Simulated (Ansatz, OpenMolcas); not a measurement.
# A ladder of methods for BOF (fluoro(oxo)borane)

BOF: 3 atoms, total charge 0, spin state singlet. As SMILES, `O=BF`. The coordinates come from a PBE0-D4/def2-TZVP relaxation.

| atom | x (Å) | y (Å) | z (Å) |
| --- | --- | --- | --- |
| O | 0.9831 | -0.5651 | 0.4799 |
| B | 0.0203 | -0.0116 | 0.0099 |
| F | -1.0034 | 0.5768 | -0.4898 |

Quantity: the vertical ionisation energy (to the doublet cation), in eV. The values are calculated.

```csv
level,kind,program,value (eV),CPU time (all runs)
HF/STO-3G,Hartree–Fock,OpenMolcas,9.04,4.1 s
"HF/STO-3G, open shells restricted",Hartree–Fock,OpenMolcas,9.09,4.9 s
SVWN5/STO-3G,LDA,OpenMolcas,10.81,11 s
PBE/STO-3G,GGA,OpenMolcas,10.59,13 s
r2SCAN/STO-3G,meta-GGA,OpenMolcas,?,26 s
B97M-V/x2c-SVPall (sfX2C),meta-GGA,Ansatz,13.25,16 s
B97M-V/x2c-TZVPPall (sfX2C),meta-GGA,Ansatz,13.23,33 s
B97M-V/x2c-QZVPall (sfX2C),meta-GGA,Ansatz,13.24,49 s
B3LYP/STO-3G,global hybrid,OpenMolcas,10.65,13 s
M06-2X/STO-3G,hybrid meta-GGA,OpenMolcas,10.78,16 s
```

Estimate what the levels marked ? give.

As computed at these levels: r2SCAN/STO-3G: 10.64 eV. The values span 9.04 to 13.25 eV. Times are those of the runs behind each value, whatever else they computed, on shared processors of several kinds: orders of magnitude only.

The ionisation energies fall into groups set more by the basis than by the rung of the ladder. With STO-3G, all the density functionals, r2SCAN included at 10.64 eV, lie between 10.59 and 10.81 eV, whereas B97M-V in the larger sets gives 13.23 to 13.25 eV. The electron probably leaves a π orbital concentrated on oxygen, which carries considerable negative charge in the polar B–O bond. A minimal basis cannot let that electron-rich valence shell expand, so it destabilises the neutral molecule more than the cation and makes ionisation too easy.

Hartree–Fock lies lower still, as expected when the correlation energy lost with the removed electron is neglected. Restricting the open shells raises its value only slightly, which suggests modest spin polarisation in the cation. The close agreement among the STO-3G functionals therefore reflects a shared basis error and is no sign of accuracy. Without B97M-V in the minimal basis, the functional's own share of the gap cannot be separated out.
